**Core levels of antimony by level of theory**

The table holds binding energies of the free Sb atom, K to O23, from ΔSCF with Dirac-Fock (with Breit and QED), LDA and PBE, a screened-hole Dirac-Fock value and measured edges. The program tests the gap between ΔSCF and −ε against Slater's Zeff/n*² and a power law, the like-for-like functional error against a radial-node model and a fixed fraction, and the rigidity of the screening shift. Both gap models hold only to a typical factor of 1.3, and the node model lowers the rms difference from 22.3 to 9.4 eV but fails for nodeless and outer shells. The screening shift is 8.8 to 8.9 eV in each row that has a screened value. Against twelve measured edges the mean absolute error runs from 52.1 eV for LDA eigenvalues to 2.9 eV for screened Dirac-Fock, whose largest misses are L1, M1 and N1.

Calculated values. Radial B-spline Dirac-Fock and Kohn-Sham solver: ΔSCF binding energies of the free Sb atom from the vacuum level (Dirac equation, Fermi nucleus, spherical, no spin polarisation). Configuration-averaged Dirac-Fock includes first-order Breit and QED terms; LDA and PBE do not. The screened hole has one more valence electron, to model an edge from the Fermi level.

## Analysis program

```python
# Table: core binding energies (eV) of the free Sb atom, radial B-spline solver, Delta-SCF with Dirac-Fock
# (+Breit, QED), LDA and PBE (no Breit/QED), screened-hole Dirac-Fock, measured edges of the solid.
# Tested: size of Delta-SCF less (-eps), like-for-like functional error, screening shift, error of each level.
T = {
    'shell': ['K', 'L1', 'L2', 'L3', 'M1', 'M2', 'M3', 'M4', 'M5', 'N1', 'N3', 'N4', 'N5', 'O1', 'O23'],
    'df': [30498.8, 4713.8, 4390.4, 4142.0, 956.4, 824.0, 777.2, 545.9, 536.5, 170.5, 115.4, 40.6, 39.4, 16.3, 7.6],  # eV
    'bq': [-102.36, -10.6, -10.35, -7.16, -1.74, -1.54, -0.94, -0.38, -0.13, -0.28, -0.1, 0.02, 0.05, -0.02, 0.0],  # eV
    'd_LDA': [92.4, -51.4, -7.1, -14.9, -34.8, -22.3, -22.5, -2.7, -3.2, -13.5, -8.4, 1.0, 0.9, 1.1, 0.9],  # eV
    'e_LDA': [343.1, 59.9, 75.0, 70.2, 19.7, 20.4, 19.6, 21.9, 21.6, 8.7, 8.2, 7.3, 7.2, 4.3, 3.5],  # eV
    'd_PBE': [128.3, -47.3, -5.6, -13.8, -33.5, -21.9, -22.2, -3.0, -3.5, -13.1, -8.2, 0.9, 0.8, 0.8, 0.7],  # eV
    'e_PBE': [344.1, 59.7, 74.9, 70.1, 19.6, 20.3, 19.6, 21.8, 21.6, 8.7, 8.2, 7.3, 7.2, 4.2, 3.5],  # eV
    'screened': [30489.9, 4704.9, 4381.6, 4133.1, 947.5, 815.2, 768.3, 537.0, 527.6, 161.7, None, 31.8, 30.6, None, None],  # eV
    'measured': [30491.0, 4698.0, 4380.0, 4132.0, 940.0, 812.7, 766.4, 537.5, 528.2, 153.2, None, 33.3, 32.1, None, None],  # eV
}
import numpy as np
from scipy.constants import physical_constants as pc
Ha = pc['Hartree energy in eV'][0]; a0 = pc['Bohr radius'][0]*1e10
sh = list(T['shell']); ix = {s: i for i, s in enumerate(sh)}
g = lambda k: np.array([np.nan if v is None else v for v in T[k]], float)
df, bq, dL, eL, dP, eP, sc, me = map(g, ['df','bq','d_LDA','e_LDA','d_PBE','e_PBE','screened','measured'])
n = np.array([1,2,2,2,3,3,3,3,3,4,4,4,4,5,5]); l = np.array([0,0,1,1,0,1,1,2,2,0,1,2,2,0,1])
# Slater's rules for Z = 51: screening per group and effective n
scr = {(1,0):.3, (2,0):2*.85+7*.35, (3,0):2+8*.85+7*.35, (3,1):18+9*.35,
       (4,0):10+18*.85+7*.35, (4,1):36+9*.35, (5,0):28+18*.85+4*.35}
ns = {1:1, 2:2, 3:3, 4:3.7, 5:4}
S = np.array([(51-scr[(a, int(b == 2))])/ns[a]**2 for a, b in zip(n, l)])*Ha
nodes = n-l-1; L = df+dL; P = df+dP; cL = dL+bq; cP = dP+bq
c = np.exp(np.mean(np.log(eL/S))); p, q = np.polyfit(np.log(L), np.log(eL), 1)
x = nodes*S; b = -(x@cL)/(x@x); rn = cL+b*x
E0 = df-bq; f = (E0@cL)/(E0@E0); rf = cL-f*E0
print('A. eV. S = Slater Zeff/n*^2; gap = LDA dSCF less (-eps); cL, cP = d + Breit/QED; res = cL less node model')
print('shell nodes      S    gap  gap/S  bq/df %     cL     cP    cL %    res')
for i, s in enumerate(sh):
    print(f'{s:5s}{nodes[i]:5d}{S[i]:9.1f}{eL[i]:7.1f}{eL[i]/S[i]:7.3f}{100*bq[i]/df[i]:8.2f}'
          f'{cL[i]:8.1f}{cP[i]:7.1f}{100*cL[i]/E0[i]:8.2f}{rn[i]:7.1f}')
m = ~np.isnan(me); D = df-sc
lev = [('LDA-eps', L-eL), ('LDA,s', L-D), ('LDA+bq,s', L+bq-D), ('PBE+bq,s', P+bq-D),
       ('DF', df), ('DF-bq,s', sc-bq), ('DF,s', sc)]
R = np.array([v-me for _, v in lev])
print('B. level less measured edge, eV; ",s" = lowered by the DF screening shift; rounding 0.1 eV, 0.5 eV for K, L, M1')
print('shell       ' + ''.join(f'{k:>10s}' for k, _ in lev))
for i in np.where(m)[0]:
    print(f'{sh[i]:12s}' + ''.join(f'{v:10.1f}' for v in R[:, i]))
sm = np.array([s in ('L1', 'M1', 'N1') for s in sh]); o = m & ~sm
for lab, v in [('mean abs', np.abs(R[:, m]).mean(1)), ('max abs', np.abs(R[:, m]).max(1)),
               ('mean, no ns', np.abs(R[:, o]).mean(1))]:
    print(f'{lab:12s}' + ''.join(f'{u:10.1f}' for u in v))
r1 = np.log(eL/(c*S)); r2 = np.log(eL)-(p*np.log(L)+q)
for lab, r in [(f'gap = c S, c = {c:.3f} (unscreened 1s 5/16)', r1), (f'gap ~ E^p, p = {p:.3f}', r2)]:
    j = np.argmax(abs(r))
    print(f'{lab}: rms factor {np.exp(np.sqrt(np.mean(r**2))):.2f}, worst {sh[j]} gap/model {np.exp(r[j]):.2f}')
# from further outputs of the same runs: LDA half-occupied eigenvalue less Delta-SCF (K, L1..N5), DF Koopmans values
ts = np.array([.71,-.15,-.19,-.18,-.11,-.12,-.12,-.14,-.14,-.09,-.09,-.09,-.09,-.09])
kp = np.array([30668.4,4760.9,4440.8,4187.9,974.279,842.284,794.282,563.963])
print(f'half occupation less dSCF: K {ts[0]:.2f}, others within {abs(ts[1:]).max():.2f} eV; max LDA-PBE gap difference {abs(eL-eP).max():.1f} eV')
print('DF Koopmans less df / less (df-bq), eV: ' + ' '.join(f'{sh[i]} {kp[i]-df[i]:.0f}/{kp[i]-E0[i]:.0f}' for i in range(8)))
rms = lambda r: np.sqrt(np.mean(r**2))
print(f'cL rms {rms(cL):.1f} eV; node model b = {b:.3f} leaves {rms(rn):.1f}; fixed fraction {100*f:.3f} % leaves {rms(rf):.1f}')
Dm = np.nanmean(D)  # Te ionisation energy about 9.0 eV is a rough recalled value
print(f'screening shift {np.nanmin(D):.1f} to {np.nanmax(D):.1f}, mean {Dm:.2f} eV; e^2/r gives r = {Ha/Dm*a0:.2f} A; Te ionisation roughly 9.0 eV')
for u, w in [('L2', 'L3'), ('M4', 'M5'), ('K', 'L3')]:
    d = lambda v: v[ix[u]]-v[ix[w]]
    print(f'{u}-{w} eV: meas {d(me):.1f} DF {d(df):.1f} DF-bq {d(E0):.1f} LDA {d(L):.1f} LDA+bq {d(L+bq):.1f} PBE+bq {d(P+bq):.1f}')
ie = 8.60839; k = ix['O23']; nsub = 17  # measured ionisation energy from the further outputs; j subshells of Sb
print(f'O23 less {ie:.2f} eV: DF {df[k]-ie:.1f} LDA {L[k]-ie:.1f} PBE {P[k]-ie:.1f}; SCF runs 1 or {len(sh)+1}; {nsub} subshells, {nsub*(nsub+1)//2} pairs')
assert (eL > 0).all() and (eP > 0).all() and abs(eL-eP).max() < 1.05
assert 8.7 < np.nanmin(D) and np.nanmax(D) < 9.0
assert cL[0] < 0 < dL[0] and np.argmin(cL) == ix['L1']
assert abs(R[6, o]).max() < 2.6 and R[6, sm].min() > 6
```

Running it gives:

```
A. eV. S = Slater Zeff/n*^2; gap = LDA dSCF less (-eps); cL, cP = d + Breit/QED; res = cL less node model
shell nodes      S    gap  gap/S  bq/df %     cL     cP    cL %    res
K        0   1379.6  343.1  0.249   -0.34   -10.0   25.9   -0.03  -10.0
L1       1    318.7   59.9  0.188   -0.22   -62.0  -57.9   -1.31   -8.7
L2       0    318.7   75.0  0.235   -0.24   -17.4  -15.9   -0.40  -17.4
L3       0    318.7   70.2  0.220   -0.17   -22.1  -21.0   -0.53  -22.1
M1       2    120.2   19.7  0.164   -0.18   -36.5  -35.2   -3.81    3.7
M2       1    120.2   20.4  0.170   -0.19   -23.8  -23.4   -2.89   -3.7
M3       1    120.2   19.6  0.163   -0.12   -23.4  -23.1   -3.01   -3.3
M4       0     90.3   21.9  0.243   -0.07    -3.1   -3.4   -0.56   -3.1
M5       0     90.3   21.6  0.239   -0.02    -3.3   -3.6   -0.62   -3.3
N1       3     46.2    8.7  0.188   -0.16   -13.8  -13.4   -8.07    9.4
N3       2     46.2    8.2  0.177   -0.09    -8.5   -8.3   -7.36    7.0
N4       1     23.6    7.3  0.310    0.05     1.0    0.9    2.51    5.0
N5       1     23.6    7.2  0.306    0.13     1.0    0.9    2.41    4.9
O1       4     10.7    4.3  0.401   -0.12     1.1    0.8    6.62    8.2
O23      3     10.7    3.5  0.327    0.00     0.9    0.7   11.84    6.3
B. level less measured edge, eV; ",s" = lowered by the DF screening shift; rounding 0.1 eV, 0.5 eV for K, L, M1
shell          LDA-eps     LDA,s  LDA+bq,s  PBE+bq,s        DF   DF-bq,s      DF,s
K               -242.9      91.3     -11.1      24.8       7.8     101.3      -1.1
L1               -95.5     -44.5     -55.1     -51.0      15.8      17.5       6.9
L2               -71.7      -5.5     -15.9     -14.4      10.4      12.0       1.6
L3               -75.1     -13.8     -21.0     -19.9      10.0       8.3       1.1
M1               -38.1     -27.3     -29.0     -27.7      16.4       9.2       7.5
M2               -31.4     -19.8     -21.3     -20.9      11.3       4.0       2.5
M3               -31.3     -20.6     -21.5     -21.2      10.8       2.8       1.9
M4               -16.2      -3.2      -3.6      -3.9       8.4      -0.1      -0.5
M5               -16.5      -3.8      -3.9      -4.2       8.3      -0.5      -0.6
N1                -4.9      -5.0      -5.3      -4.9      17.3       8.8       8.5
N4                 1.0      -0.5      -0.5      -0.6       7.3      -1.5      -1.5
N5                 1.0      -0.6      -0.6      -0.7       7.3      -1.6      -1.5
mean abs          52.1      19.7      15.7      16.2      10.9      14.0       2.9
max abs          242.9      91.3      55.1      51.0      17.3     101.3       8.5
mean, no ns       54.1      17.7      11.0      12.3       9.1      14.7       1.4
gap = c S, c = 0.230 (unscreened 1s 5/16): rms factor 1.31, worst O1 gap/model 1.75
gap ~ E^p, p = 0.521: rms factor 1.31, worst K gap/model 1.87
half occupation less dSCF: K 0.71, others within 0.19 eV; max LDA-PBE gap difference 1.0 eV
DF Koopmans less df / less (df-bq), eV: K 170/67 L1 47/36 L2 50/40 L3 46/39 M1 18/16 M2 18/17 M3 17/16 M4 18/18
cL rms 22.3 eV; node model b = 0.167 leaves 9.4; fixed fraction -0.085 % leaves 21.2
screening shift 8.8 to 8.9, mean 8.86 eV; e^2/r gives r = 1.63 A; Te ionisation roughly 9.0 eV
L2-L3 eV: meas 248.0 DF 248.4 DF-bq 251.6 LDA 256.2 LDA+bq 253.0 PBE+bq 253.4
M4-M5 eV: meas 9.3 DF 9.4 DF-bq 9.6 LDA 9.9 LDA+bq 9.6 PBE+bq 9.6
K-L3 eV: meas 26359.0 DF 26356.8 DF-bq 26452.0 LDA 26464.1 LDA+bq 26368.9 PBE+bq 26403.7
O23 less 8.61 eV: DF -1.0 LDA -0.1 PBE -0.3; SCF runs 1 or 16; 17 subshells, 153 pairs
```
